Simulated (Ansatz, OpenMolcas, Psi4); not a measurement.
# A small benchmark: atomisation enthalpy at 298 K

8 molecules with halogens; the atomisation enthalpy at 298 K in kJ/mol, computed less measured. Shapes, held fixed at every level: PBE0-D4/def2-TZVP. Flexible molecules stand in one conformer, not always the lowest. Thermal terms are harmonic and unscaled (PBE0-D4/def2-TZVP); the spin-orbit lowering of the free atoms is taken from their spectra. Programs: Ansatz 0.2.0, OpenMolcas 26.06, Psi4 1.11. A level may come from different programs for different species; with the same settings they agree closely. Measured values: Active Thermochemical Tables, NIST-JANAF tables.

Levels: A = r2SCAN/6-311+G**; B = BHLYP/6-311+G**; C = M06-2X/6-311+G**; D = CCSD/def2-TZVPP.

```json
{"molecule": "BCl3 (boron trichloride)", "from tabulated heats": "1337", "A": "+24", "B": "-96", "C": "-4", "D": "-84"}
{"molecule": "S2F2 (SMILES FSSF)", "from tabulated heats": "1049", "A": "-104", "B": "-292", "C": "-154", "D": "-159"}
{"molecule": "PF3 (phosphorus trifluoride)", "from tabulated heats": "1513", "A": "-136", "B": "-260", "C": "-130", "D": "-116"}
{"molecule": "CHClF2 (SMILES FC(F)Cl)", "from tabulated heats": "1698", "A": "-12", "B": "-157", "C": "-29", "D": "-99"}
{"molecule": "SiH2Cl2 (dichlorosilane (DCS))", "from tabulated heats": "1449", "A": "-44", "B": "-108", "C": "-53", "D": "-71"}
{"molecule": "SO2F2 (SMILES O=S(=O)(F)F)", "from tabulated heats": "1693", "A": "-212", "B": "-500", "C": "-286", "D": "-176"}
{"molecule": "C2H4F2 (1,1-difluoroethane)", "from tabulated heats": "2965", "A": "-16", "B": "-152", "C": "-28", "D": "-117"}
{"molecule": "C2H5Cl (chloroethane)", "from tabulated heats": "2756", "A": "-14", "B": "-99", "C": "-24", "D": "-102"}
```

**Question.** Which level does best on this set, which worst, and which err to one side?

**Answer.** 
```json
{"level": "r2SCAN/6-311+G**", "kind": "meta-GGA", "mean error": "-64.2", "mean absolute error": "70.2", "worst case": "SO2F2"}
{"level": "BHLYP/6-311+G**", "kind": "global hybrid", "mean error": "-208.0", "mean absolute error": "208.0", "worst case": "SO2F2"}
{"level": "M06-2X/6-311+G**", "kind": "global hybrid", "mean error": "-88.5", "mean absolute error": "88.5", "worst case": "SO2F2"}
{"level": "CCSD/def2-TZVPP", "kind": "coupled cluster or CI", "mean error": "-115.5", "mean absolute error": "115.5", "worst case": "SO2F2"}
```

On this set r2SCAN/6-311+G** has the smallest mean absolute error and BHLYP/6-311+G** the largest. r2SCAN/6-311+G** is too low in 7 of 8; BHLYP/6-311+G** is too low in 8 of 8; M06-2X/6-311+G** is too low in 8 of 8; CCSD/def2-TZVPP is too low in 8 of 8. The heats of SiH2Cl2, SO2F2 come from older tables and can be uncertain by 10 kJ/mol or more. Heats of the atoms come from ATcT where it has them, that of boron, 570 kJ/mol, from recent work. The levels differ in basis as well as in method. The tabulated value of S2F2 is in doubt (older tables, estimates, or at odds with other calculations) and kept here. Over the 7 molecules whose values aren't doubted the mean absolute errors are A 65.4; B 196.0; C 79.1; D 109.3. Correlated wave functions converge slowly with the basis. CCSD also lacks the triples, which bind further. The set is small.

The large errors of r2SCAN and M06-2X fall on the molecules with silicon, phosphorus or sulfur at the centre, while those centred on boron or carbon come out far closer. SO2F2 is the extreme, at -212 and -286 kJ/mol, well beyond any plausible doubt in its heat. Such misses are untypical of these functionals and point to the single d set of 6-311+G**. A strongly positive sulfur or phosphorus bound to fluorine or oxygen needs tight d functions to polarise its contracted density and take up back-donation from the ligand lone pairs; the free atom hardly needs them, so the molecule is underbound.

BHLYP lies below M06-2X in every row, although both carry a large share of exact exchange. The share alone therefore doesn't explain the gap; probably M06-2X's fitted exchange and correlation recover binding that BHLYP misses. The lead of r2SCAN may owe something to functional overbinding offsetting basis deficiency, so it doesn't establish r2SCAN as the better functional near the basis-set limit.
